**2p hyperfine constants along the ions of scandium**

The decision is whether a 2p hyperfine constant computed for one charge state of scandium can be carried to another, and whether a non-relativistic $\langle r^{-3}\rangle$ with a fixed factor can replace the Dirac value. At the Dirac-Hartree-Fock level the constant transfers within 2.7% (2p1/2) or 2.8% (2p3/2) from Sc to Sc11+ and fails beyond, where each lost electron adds about 5%. One factor serves 2p1/2 in every row to about rounding; the factor for 2p3/2 drifts by 0.27% of its value over the series.

B-spline radial atomic code, version 1: scandium atom and ions at the basis-set limit, averaged over the configuration. Dirac-Coulomb Hartree-Fock with a Fermi nucleus; <r⁻³> from non-relativistic Hartree-Fock with a point nucleus. A/g_I is the magnetic hyperfine constant of one electron in the orbital, its shell open or closed, over the nuclear g factor g_I = μ/(I μ_N).

| species | Z | charge (e) | electrons | configuration | A(2p1/2)/g_I (MHz) | A(2p3/2)/g_I (MHz) | A(2p1/2)/A(2p3/2) | <r⁻³>(2p), non-rel. (bohr⁻³) | small weight (2p1/2) |
| --- | --- | --- | --- | --- | --- | --- | --- | --- | --- |
| Sc | 21 | 0 | 21 | [Ar] 3d1 4s2 | 57930 | 11130 | 5.204 | 218.3 | 0.000947 |
| Sc+ | 21 | 1 | 20 | [Ar] 3d1 4s1 | 57940 | 11130 | 5.204 | 218.3 | 0.000947 |
| Sc2+ | 21 | 2 | 19 | [Ar] 3d1 | 57950 | 11140 | 5.204 | 218.4 | 0.000947 |
| Sc3+ | 21 | 3 | 18 | [Ne] 3s2 3p6 | 57940 | 11130 | 5.204 | 218.3 | 0.000947 |
| Sc4+ | 21 | 4 | 17 | [Ne] 3s2 3p5 | 57940 | 11130 | 5.204 | 218.3 | 0.000947 |
| Sc5+ | 21 | 5 | 16 | [Ne] 3s2 3p4 | 58070 | 11160 | 5.204 | 218.8 | 0.000949 |
| Sc6+ | 21 | 6 | 15 | [Ne] 3s2 3p3 | 58220 | 11190 | 5.203 | 219.4 | 0.000951 |
| Sc7+ | 21 | 7 | 14 | [Ne] 3s2 3p2 | 58410 | 11230 | 5.203 | 220.1 | 0.000954 |
| Sc8+ | 21 | 8 | 13 | [Ne] 3s2 3p1 | 58630 | 11270 | 5.203 | 221.0 | 0.000957 |
| Sc9+ | 21 | 9 | 12 | [Ne] 3s2 | 58890 | 11320 | 5.202 | 221.9 | 0.000961 |
| Sc10+ | 21 | 10 | 11 | [Ne] 3s1 | 59190 | 11380 | 5.202 | 223.1 | 0.000965 |
| Sc11+ | 21 | 11 | 10 | [He] 2s2 2p6 | 59520 | 11440 | 5.202 | 224.3 | 0.000969 |
| Sc12+ | 21 | 12 | 9 | [He] 2s2 2p5 | 62520 | 12030 | 5.199 | 235.7 | 0.00101 |
| Sc13+ | 21 | 13 | 8 | [He] 2s2 2p4 | 65640 | 12630 | 5.196 | 247.4 | 0.00105 |
| Sc14+ | 21 | 14 | 7 | [He] 2s2 2p3 | 68880 | 13260 | 5.193 | 259.6 | 0.00109 |
| Sc15+ | 21 | 15 | 6 | [He] 2s2 2p2 | 72230 | 13910 | 5.191 | 272.3 | 0.00114 |
| Sc16+ | 21 | 16 | 5 | [He] 2s2 2p1 | 75710 | 14590 | 5.189 | 285.4 | 0.00118 |

**Screening sets the pattern**

The nuclear moment's field falls as $r^{-3}$, so $A/g_I$, the constant of one electron per unit nuclear g factor, measures how tightly the orbital is held. By Gauss's law a spherical charge wholly outside the orbital does not screen it, and one wholly inside cancels a full unit of $Z$. A 2p partner lies between these limits, and 4s, 3d, 3p and 3s electrons lie near the first. With $Z_\mathrm{eff}$ a mere relabelling of $\langle r^{-3}\rangle$,

$$\frac{A_j}{g_I}=C\,\frac{l(l+1)}{j(j+1)}\,\langle r^{-3}\rangle F_j,\qquad \langle r^{-3}\rangle=\frac{Z_\mathrm{eff}^3}{24},$$

where $C=2\mu_B\mu_N\mu_0/(4\pi h a_0^3)=95.41$ MHz bohr³. The angular factor is 8/3 for $j=1/2$ and 8/15 for $j=3/2$, and $F_j$ collects what relativity adds.

**The large break at Sc11+**

Each 3s electron removed raises $Z_\mathrm{eff}$ by 0.031, each 2p electron by 0.293, the slope of a line fitted to Sc11+ through Sc16+. Since $A\propto Z_\mathrm{eff}^3$, the first 2p step is $3\times0.293/17.5=5.0\%$. Extended back to Sc10+, the line gives 213.2 bohr⁻³, and the table lies 4.7% above that. The kink is shell structure: it should sit at the neon-like ion of any neighbouring element, with a smaller relative step where $Z_\mathrm{eff}$ is larger.

For Sc14+, start from $(24\times224.3)^{1/3}=17.526$ at Sc11+ and add $3\times0.293$ to reach 18.405. Then $\langle r^{-3}\rangle=18.405^3/24=259.8$ bohr⁻³, and with $8C/3=254.43$ and $F_{1/2}=1.043$, $A(2p_{1/2})/g_I=68940$ MHz, 0.1% above the tabulated 68880. Both rows were in the fit. Its worst miss, 0.002 in $Z_\mathrm{eff}$, slightly exceeds rounding, so the line has a faint curvature.

**The small break at Sc3+**

From Sc4+ to Sc9+ the steps in A(2p1/2)/g_I grow from 130 to 260 MHz, as expected if the remaining 3p electrons contract and penetrate further. The step from Sc3+ to Sc4+ is zero as printed. A quadratic in charge fitted to Sc4+ through Sc9+, with Sc3+ left out because its 3p shell is closed, predicts about 57850 MHz. The table is higher by 87 MHz, or 0.15% of the prediction, where rounding allows at most 23 MHz. A fit through Sc11+ gives 80 MHz. The non-relativistic column shows a like offset. For A(2p3/2)/g_I the printed offset lies within rounding, but the unrounded Sc3+ value, 11134 MHz, is 26 MHz above the quadratic, where rounding of the fitted rows allows 18 MHz.

The likely cause is a convention. While 3p is open, mixing 2p with 3p changes the energy, so the variational principle fixes both orbitals. Once 3p6 closes over 2p6, any rotation between them leaves the energy unchanged and the program chooses. A rotation $\theta$ shifts $\langle r^{-3}\rangle$ by about $2\theta\langle 2p|r^{-3}|3p\rangle$, and bounding that integral with the Sc3+ orbitals requires $\theta$ of at least a few milliradians.

Two comparisons support this reading without proving it. The diamagnetic shielding of the same non-relativistic runs, a sum of $\langle 1/r\rangle$ that no such rotation alters, falls 0.08 ppm below its quadratic at Sc3+ (well above rounding, but its second differences run smoothly through Sc3+, so this is the limit of a quadratic), whereas a true contraction of six 2p electrons would raise it by some tenths of a ppm. And closed 2p6 at Sc11+, with no second p shell, shows no such offset: it was part of the fitted line, but its step in $Z_\mathrm{eff}$ to Sc12+, 0.292, lies among the later steps of 0.290 to 0.295. On this reading Sc to Sc3+, all with closed 3p, share one convention, and the equality of Sc3+ and Sc4+ compares orbitals fixed in two different ways, so it should not be read as physics. The dip from Sc2+ to Sc3+ is real in sign, by the unrounded Sc3+ value, but it is one rounding unit and gets no cause.

**The ratio has no such break**

For $Z\alpha\to0$ both $F_j$ equal one and the ratio is $(8/3)/(8/15)=5$. For one 2p electron at a bare point nucleus with $Z=21$ the Dirac equation gives 5.203. The table starts at 5.204 and never rises. Theory ties the excess to the full $Z$, because it arises close to the nucleus, inside most of the screening charge, where 2p1/2 has an s-like small component. The numbers exclude scaling with $Z_\mathrm{eff}^2$: from Sc to Sc16+ that grows 20%, and the small weight, the share of the 2p1/2 norm in the small component, grows 25%, while the excess over 5 shrinks 7%.

The closeness to 5.203 is partly a cancellation, since both factors lie below their one-electron values of 1.0478 and 1.0069. $F_{1/2}$ stays at 1.043 to about rounding. $F_{3/2}$ holds at 1.002 to 1.003 through Sc12+ and climbs to 1.0047, which carries most of the fall to 5.189. No cause is shown for this climb: only 2p electrons leave in these rows, and a plain release of screening by relativistically contracted partners would be expected to raise $F_{1/2}$ too, which does not rise. The $F_j$ also absorb the difference between Fermi and point nucleus. The fitted numbers and residuals are printed below.

**What to do**

For scandium, use 1.043 for 2p1/2; for 2p3/2 a factor of 1.003 is good to 0.2% of the computed value, and only finer work needs a charge-dependent one; taking the ratio as 5 errs by 4% of the computed value. Do not interpolate across Sc11+, and do not interpret 0.2% differences in single orbitals between ions with open and closed 3p. Through Sc11+ the 2p shell is closed and, without core polarisation, gives no net field; a 2p hole relaxes the orbital, probably by something like the 5% step, so it needs its own calculation. The open 2p rows are configuration averages without correlation or core polarisation. Polarised s shells add a contact term that shifts the two $j$ differently, so the ratio for real levels may depart from these values.

The analysis program printed:

```
C = 95.411 MHz bohr^3; 8C/3 = 254.43; 8C/15 = 50.89; non-rel. ratio 5
ion, step A_lo MHz, step %, Zeff, step Zeff, F1/2, F3/2 (A_hi taken as A_lo/ratio)
Sc         0  0.00  17.368  0.000  1.0430  1.0021
Sc+       10  0.02  17.368  0.000  1.0432  1.0023
Sc2+      10  0.02  17.371  0.003  1.0429  1.0020
Sc3+     -10 -0.02  17.368 -0.003  1.0432  1.0023
Sc4+       0  0.00  17.368  0.000  1.0432  1.0023
Sc5+     130  0.22  17.381  0.013  1.0431  1.0022
Sc6+     150  0.26  17.397  0.016  1.0430  1.0023
Sc7+     190  0.33  17.416  0.018  1.0430  1.0023
Sc8+     220  0.38  17.440  0.024  1.0427  1.0020
Sc9+     260  0.44  17.463  0.024  1.0431  1.0026
Sc10+    300  0.51  17.495  0.031  1.0428  1.0023
Sc11+    330  0.56  17.526  0.031  1.0430  1.0025
Sc12+   3000  5.04  17.818  0.292  1.0425  1.0026
Sc13+   3120  4.99  18.108  0.290  1.0428  1.0035
Sc14+   3240  4.94  18.401  0.293  1.0429  1.0041
Sc15+   3350  4.86  18.696  0.295  1.0426  1.0042
Sc16+   3480  4.82  18.991  0.295  1.0426  1.0047
rounding: A 5 MHz, Zeff 0.0013, F1/2 0.0003, F3/2 0.0004, ratio 0.0005
A_lo rise: Sc->Sc11+ 2.74%, Sc11+->Sc16+ 27.2%
rival, one slope for all rows: 0.085/electron, worst Zeff residual 0.61
2p line Sc11+..16+: 0.2930/electron; residuals [ 0.0017  0.0007 -0.0022 -0.0023 -0.      0.0021]
mean Zeff step: 3s 0.031, 3p (Sc4+..9+) 0.019; 2p/3s = 9.3; Z-Zeff Sc16+ 2.01
kink: 2p line at Sc10+ gives r-3 213.2, table 223.1 bohr^-3, +4.7%
quadratic in charge extrapolated to Sc3+ (left out: 3p closed); floor = worst-case rounding
A_lo MHz q=4..9: pred 57853, miss +87 (+0.150%), floor 23, fit res 4.8, miss/expected step 1.00
A_lo MHz q=4..11: pred 57860.2, miss +79.8 (+0.138%), floor 20, fit res 5.9, miss/expected step 1.00
A_hi MHz q=4..9: pred 11108, miss +22 (+0.198%), floor 23, fit res 1.6, miss/expected step 1.00
r-3 q=4..9: pred 217.92, miss +0.38 (+0.174%), floor 0.23, fit res 0.037, miss/expected step 1.00
shielding ppm q=4..9: pred 1500.34, miss -0.0827 (-0.006%), floor 0.0023, fit res 0.012, miss/expected step 0.01
shielding steps ppm [-15.77 -17.13 -18.45 -19.76 -21.06 -22.34] second diff [-1.36 -1.33 -1.31 -1.29 -1.28]
2p-3p angle needed >= 3 mrad (Cauchy-Schwarz bound, order only)
Sc2+->Sc3+ A_lo change between -14.5 and -4.5 MHz; Sc3+ ratio 5.2038
(Z alpha)^2 0.02348; Dirac hydrogenic Z=21: F1/2 1.0478, F3/2 1.0069, ratio 5.203
ratio minus hydrogenic: Sc +0.001, Sc11+ -0.001, Sc16+ -0.014
F1/2 range 1.0425-1.0432; F3/2 range 1.0020-1.0047
Sc->Sc16+: F1/2 -0.0004, F3/2 +0.0025, ratio -0.29%
rival 5(1+5/3(Zeff a)^2): Sc 5.134, Sc16+ 5.160; table 5.204, 5.189
Sc->Sc16+: ratio-5 -7.4%, Zeff^2 +20%, small weight +25%
```
